The row at V/V(given) = 1.04 looks wrong. It has the lowest energy of the eight, yet the crystal in it has been stretched to a volume 4 percent larger than the measured one. The crystal is stishovite, the dense form of silica in which each silicon atom has six oxygen neighbours. Left to itself, the calculated crystal would not keep the size found in the laboratory.

SiO2 (P4_2/mnm, measured cell from COD, scaled at fixed shape) in Ansatz 0.2.0 with PBE, scalar-relativistic, no spin, 6 × 6 × 9 k points, Fermi-Dirac smearing 0.03 eV. LAPW has a basis error of 1 meV/atom; all-electron PAW uses datasets made for each crystal, PAW default frozen-core ones at 420 eV. Pressure is positive in compression; Vzz is the principal field gradient largest in size.

```
V/V(given)  volume (Å³/atom)  pressure, LAPW (GPa)  energy above the lowest row, LAPW (meV/atom)  largest Vzz, all-electron PAW (1e21 V/m^2)  largest Vzz, PAW (1e21 V/m^2)
    0.9400              7.30                 34.86                                          73.2                                      -10.15                         -10.38
    0.9600              7.46                 26.02                                          43.7                                      -10.38                         -10.61
    0.9800              7.61                 18.04                                          22.4                                      -10.60                         -10.83
    0.9900              7.69                 14.34                                          14.6                                      -10.70                         -10.94
    1.0100              7.85                  7.47                                           4.1                                      -10.92                         -11.15
    1.0200              7.92                  4.29                                           1.2                                      -11.02                         -11.26
    1.0400              8.08                 -1.61                                           0.0                                      -11.23                         -11.47
    1.0600              8.24                 -6.95                                           4.2                                      -11.44                         -11.67
```

The column "pressure, LAPW" shows how far off it is. A positive pressure means that the crystal pushes outwards and has to be held in; a negative one means that it would like to shrink. The sign changes between the rows at 1.02 and 1.04, and a straight line between them puts the balance at 1.035 times the measured volume. At the measured volume itself, interpolation gives an outward push of 10.9 GPa, where a crystal measured at ambient pressure should show practically none.

Eleven gigapascals sounds like a disaster and 3.5 percent of volume like a modest error, but they are the same error. Squeezing the crystal pushes filled electron shells into one another and raises the kinetic energy of the electrons, and in so dense an oxide this resistance is strong. Dividing 10.9 GPa by 0.035 gives a mean stiffness of roughly 300 GPa. A softer solid with the same relative error in volume would show a smaller false pressure, so a pressure at a measured cell has to be judged together with the stiffness.

Before the density functional is blamed, the pressure itself needs a test. Pressure is the energy that the crystal gives up for each unit of volume by which it expands:

P = −dE/dV

Here P is the pressure, E the energy and V the volume. If the pressures are sound, the mean pressure of two neighbouring rows times the volume step between them must return their energy difference. The step from 0.99 to 1.01 encloses the measured volume, and for it the estimate runs as follows, with 1 GPa Å³ equal to 6.24 meV:

mean pressure = (14.34 + 7.47)/2 = 10.9 GPa

volume step = 0.02 × 46.61/6 = 0.1554 Å³ per atom

energy drop = 10.9 × 0.1554 × 6.24 = 10.6 meV per atom

The energies of the two rows differ by 14.6 − 4.1 = 10.5 meV per atom. Over all seven steps the two routes agree within about 0.1 meV per atom, which is the last printed digit of the energies; the output below lists them. The outward push is therefore a real slope of the calculated energy and not a slip in the pressure.

A second test changes the way in which the electrons are described and keeps the functional. The default PAW calculations of the same cells use ready-made atomic datasets and a different basis, and their pressures stay within 0.07 GPa of the LAPW values in every row. They also reach zero pressure at 1.035. An error that two such different treatments share almost exactly most likely comes from what they have in common: the functional, the structure and the neglect of nuclear motion.

The structure was only scaled, with its shape and the relative positions of the atoms held fixed, so it might be suspected too. The stresses and forces of the same calculations speak against it. The stress along the short axis vanishes at 1.031, that along the two equal axes at 1.037, and the force on the oxygen atoms changes sign at about 1.03. Near the volume of zero pressure the crystal is thus almost at rest in every respect, and letting it relax there would change little. At the measured volume the oxygen atoms are not quite at rest (at 1.01 the force is still 0.11 eV/Å along each of the two equal axes), so relaxing them would be expected to take a small part off the 10.9 GPa without moving the balance point much.

Two other explanations can be weighed only from outside the table. The measured cell might have been taken under pressure, but its 46.6 Å³ is about the size usually reported for stishovite at ambient pressure; this comparison, made from memory, speaks against a compression of several percent but not against one of a fraction of a percent. The motion of the nuclei, absent here, normally expands a crystal, so including it should widen the gap. That leaves PBE as the main cause.

Why PBE makes crystals too large is a matter of theory, since the table holds no second functional for comparison. Compared with a functional that uses only the local density, PBE lowers the exchange energy wherever the electron density changes steeply relative to its own size. When a crystal expands, the density between the atoms becomes thinner and more uneven, so this lowering grows. The matching correction to the correlation energy works the other way but is expected to be the weaker of the two. Its strength suits atoms and molecules, but for densely packed solids it is generally too strong. The energy curve is then tilted towards larger volumes, and a tilt of the energy curve is exactly an outward pressure.

The last two columns contain a failure of another kind. Vzz, the field gradient, measures how unevenly charge is arranged around a nucleus; the largest one here belongs to oxygen. In every row default PAW makes it larger in size than all-electron PAW does, by 0.23 to 0.24 × 10²¹ V/m², or about 2 percent. This time two treatments with the same functional and the same cells disagree, so the difference comes from the treatment and not from PBE. All-electron PAW serves as the reference here, because its datasets were made for this crystal; the table has no LAPW field gradient to confirm it.

It may seem odd that datasets which give the pressure so well should miss the field gradient. The two quantities look at different parts of the atom. Pressure is the slope of the total energy, which is at a minimum with respect to the electron density and therefore forgives small errors in that density, though not every error in the dataset itself. An error in the energy that is the same at every volume drops out of the pressure as well. The field gradient has no such protection. It ignores the round part of the charge cloud and weights the rest by 1/r³, where r is the distance from the nucleus, so a slight distortion close to the nucleus counts heavily.

In PAW that inner region is rebuilt from functions stored in the dataset, which makes the dataset a natural suspect. The comparison can't convict it alone, because the treatment of the core electrons and the size of the plane-wave basis differ as well. The limited basis shows in the pressure too when it is computed directly as a stress, which lacks the protection of the energy: at the smallest volume the default PAW value includes a correction of about 1.1 GPa, whereas the slope of its energies needs none. Agreement in pressure is thus no certificate for a property measured at the nucleus.

The offset hardly changes along the series, and this limits the damage. From the smallest to the largest volume the field gradient grows in size by 1.29 × 10²¹ V/m² in both columns, from 10.15 to 11.44 in the all-electron one. Default PAW therefore gives the same response to volume as the reference, although each single value is larger in size.

The direction of that response also shows where a simple picture breaks down. If the ions were fixed point charges, moving them apart would weaken the gradient in inverse proportion to the volume. The table shows growth instead, so the uneven electron cloud of the oxygen atom itself must count, and it most likely changes as the crystal expands. An oxygen atom shares some of its outer electrons with three silicon neighbours and keeps others to itself, which makes its charge cloud uneven. The pair kept across the plane of the three silicon atoms is expected to change little, while longer bonds may leave less charge in the oxygen orbitals within that plane and so deepen the imbalance; that is a guess, as the calculations give no orbital occupations to test it. The growth is special to oxygen: at silicon the much smaller gradient falls slightly between the rows at 0.96 and 1.04.

Because the gradient depends on volume, the two failures meet. In all-electron PAW its size is 10.81 × 10²¹ V/m² at the measured volume and 11.17 at the volume that PBE prefers. The shift of 0.36 is larger than the whole offset of default PAW, and it has the same direction. Someone who lets PBE choose the volume and then uses default PAW collects both, 0.36 + 0.23 = 0.59, more than 5 percent of the value at the measured volume. Going over to all-electron PAW would remove only the smaller part; the larger part goes away when the measured structure is used.

The two faults can thus be told apart by asking who disagrees with whom. When different treatments of the electrons agree with each other but not with the measured crystal, and the structure is nearly at rest, the functional is the first suspect. When they disagree with each other on the same cell, the numerical treatment is. One error escapes both comparisons: PBE may also distort the charge around oxygen at the correct volume, and revealing that would take a measured field gradient or a calculation with a more accurate method, neither of which the table has.

Numerical output:

```
Measured volume of the 6-atom cell (A^3): 46.61
LAPW pressure interpolated to the measured volume (GPa): 10.9
Volume of zero LAPW pressure over measured volume: 1.035
Excess of the PBE volume over the measured one (percent): 3.454
Steps and offsets:
   row  'energy drop from pressure (meV/atom)'  'energy drop from energies (meV/atom)'  'excess of default PAW in size of Vzz (1e21 V/m^2)'  'the same in percent'
  0.94                                     n/a                                     n/a                                                 0.23                  2.266
  0.96                                   29.52                                    29.5                                                 0.23                  2.216
  0.98                                   21.36                                    21.3                                                 0.23                   2.17
  0.99                                    7.85                                     7.8                                                 0.24                  2.243
  1.01                                   10.58                                    10.5                                                 0.23                  2.106
  1.02                                   2.851                                     2.9                                                 0.24                  2.178
  1.04                                   1.299                                     1.2                                                 0.24                  2.137
  1.06                                  -4.151                                    -4.2                                                 0.23                   2.01
Largest mismatch of the two energy drops (meV/atom): 0.09949
Largest difference of default PAW and LAPW pressure (GPa): 0.065
Volume of zero default PAW pressure over measured volume: 1.035
Basis correction in the default PAW pressure at the smallest volume (GPa): 1.076
Relative volume where the stress along a vanishes: 1.037
Relative volume where the stress along c vanishes: 1.031
Relative volume where the oxygen force vanishes: 1.033
Growth of the volume over the series (percent): 12.77
Growth of the size of Vzz in all-electron PAW (percent): 12.71
Growth of the size of Vzz in default PAW (percent): 12.43
Size of all-electron PAW Vzz at the measured volume (1e21 V/m^2): 10.81
Size of all-electron PAW Vzz at the PBE volume (1e21 V/m^2): 11.17
Shift of Vzz size from measured to PBE volume (1e21 V/m^2): 0.3627
The same shift (percent): 3.355
Mean excess of default PAW in size of Vzz (1e21 V/m^2): 0.2338
```
